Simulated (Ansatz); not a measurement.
The vertical ionisation energy down a group: F to I

One atom is swapped for its congeners: CH2F2 `FCF`; CH2ClF (chlorofluoromethane) `FCCl`; CH2BrF (bromofluoromethane) `FCBr`; CH2FI (fluoroiodomethane) `FCI`. All are singlets with charge 0.

Shapes, held fixed at every level: PBE0-D4/def2-TZVP. Programs: Ansatz 0.2.0. Values in eV.

```tsv
level	CH2F2	CH2ClF	CH2BrF	CH2FI
PBE-D4/def2-TZVPP	12.35	11.21	10.66	9.83
r2SCAN-D4/def2-TZVPP	12.59	11.39	10.82	9.91
PBE0-D4/def2-TZVPP	12.92	11.56	10.89	9.97
wB97M-V/def2-TZVPP	13.03	11.67	10.92	9.96
wB97X-V/def2-TZVPP	13.06	11.71	10.98	10.03
B2PLYP/def2-TZVPP	13.03	11.65	10.94	9.99
```

At B2PLYP/def2-TZVPP the vertical ionisation energy falls at every step, from 13.03 to 9.99 eV. Every level shows the same order. For atoms past krypton def2 sets carry core potentials with scalar relativity. Relativity is left out for Br unless named. Correlated rows may include outer-core shells of Br, I, which these sets cover unevenly. The lone pairs of the heavier congeners lie higher, so an electron comes off more easily. Spin-orbit coupling, which grows down the group, is left out.

The fall is uneven: at every level the step from F to Cl is the largest and that from Cl to Br the smallest. Fluorine's 2p shell is compact and tightly bound, so in CH2F2 the electron probably leaves an orbital with much C–H bonding character, mixed out of phase with fluorine p functions. From chlorine on, the hole should sit mainly in the p lone pair of the heavier halogen, and the ionisation energy then follows that atom's valence shell. The small step to bromine fits the filled 3d shell, which screens the nuclear charge poorly and holds the 4p electrons more tightly than size alone would suggest.

The levels also draw together down the group, spanning 12.35 to 13.06 eV for CH2F2 but only 9.83 to 10.03 eV for CH2FI, perhaps because semilocal functionals overstabilise a hole spread over several bonds more than one centred on a single halogen. Being vertical, these energies do not show how far the cations relax or whether their carbon–halogen bonds survive.
